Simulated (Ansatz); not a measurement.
# A series in temperature on ZnSe

Results calculated with Ansatz 0.2.0, not measured. Harmonic phonon free energy (zero-point part included), entropy and heat capacity at constant volume from interpolated force constants; periodic cell, basis, potentials, k mesh and filling as listed.

Structure of every row (space group F-43m, No. 216):
```
CELL_PARAMETERS angstrom
0.00000 2.83380 2.83380
2.83380 0.00000 2.83380
2.83380 2.83380 0.00000
ATOMIC_POSITIONS crystal
Zn 0.00000 0.00000 0.00000
Se 0.25000 0.25000 0.25000
```

Settings of every row: functional PBE; dispersion none; potentials PAW; wave cutoff 517.02 eV; density cutoff 2068.1 eV; k mesh 6x6x6; k shift 0x0x0; occupations fixed; smearing width 0 eV; spin none; phonon method finite displacements; phonon supercell 2x2x2; dipole term of polar modes included.

Limits: volume not checked for rest.

| row | temperature (K) | phonon heat capacity (k_B/atom) | phonon entropy (k_B/atom) | phonon free energy (meV/atom) |
| --- | --- | --- | --- | --- |
| 1 | 160 | 2.518 | 2.739 | 10.95 |
| 2 | 240 | 2.767 | 3.816 | -11.83 |
| 3 | 320 | 2.865 | 4.627 | -41.05 |
| 4 | 400 | ? | ? | ? |
| 5 | 480 | 2.939 | 5.806 | -113.49 |
| 6 | 560 | 2.955 | 6.26 | -155.12 |
| 7 | 640 | 2.965 | 6.655 | -199.67 |
| 8 | 720 | 2.972 | 7.005 | -246.77 |
| 9 | 800 | 2.977 | 7.318 | -296.16 |
| 10 | 880 | 2.981 | 7.602 | -347.61 |
| 11 | 960 | 2.984 | 7.862 | -400.92 |

Question: what phonon heat capacity and phonon entropy should row 4 give?

Worked fit of phonon heat capacity. At high temperature a harmonic heat capacity falls short of its limit by a term in 1/T², so take t = (100 K / T)². The shown rows have t = 0.39062, 0.17361, 0.09766, 0.0434, 0.03189, 0.02441, 0.01929, 0.01562, 0.01291, 0.01085. Least squares give phonon heat capacity = 2.9994 − 1.4227 × t + 0.4869 × t² k_B/atom; a straight line predicts inner rows, each left out in turn, worse (root mean square 0.0064 against 0.00032 k_B/atom). All shown rows lie on it to the printed digit. The constant, 2.9994 k_B/atom, is to be held against the harmonic limit of 3 k_B an atom. The withheld row has t = 0.0625, so the fit gives 2.9994 − 1.4227 × (0.0625) + 0.4869 × (0.0625)² = 2.912 k_B/atom.

The calculation gave 2.912 k_B/atom. The fit meets it to the printed digit.

Worked fit of phonon entropy. Entropy rises as the heat capacity times the change of ln T, so take t = ln(T / 300 K). The shown rows have t = -0.6286, -0.2231, 0.0645, 0.47, 0.6242, 0.7577, 0.8755, 0.9808, 1.0761, 1.1632. Least squares give phonon entropy = 4.4543 + 2.81347 × t + 0.10699 × t² k_B/atom; a straight line predicts inner rows, each left out in turn, worse (root mean square 0.029 against 0.011 k_B/atom). The rows lie off it by 0.011, -0.016, -0.009, 0.006, 0.008, 0.008, 0.005, 0.001, -0.004, -0.010 (root mean square 0.0087 k_B/atom), a smooth pattern that one more power would take up: the form is only approximate. The slope at t = 0, 2.81 k_B/atom, estimates the heat capacity at 300 K. The withheld row has t = 0.2877, so the fit gives 4.4543 + 2.81347 × (0.2877) + 0.10699 × (0.2877)² = 5.273 k_B/atom.

The calculation gave 5.272 k_B/atom. The fit lies 0.001 k_B/atom (0.02 % of the column's range) above it, one unit of the last digit.

The other values of row 4: phonon free energy -75.25 meV/atom.
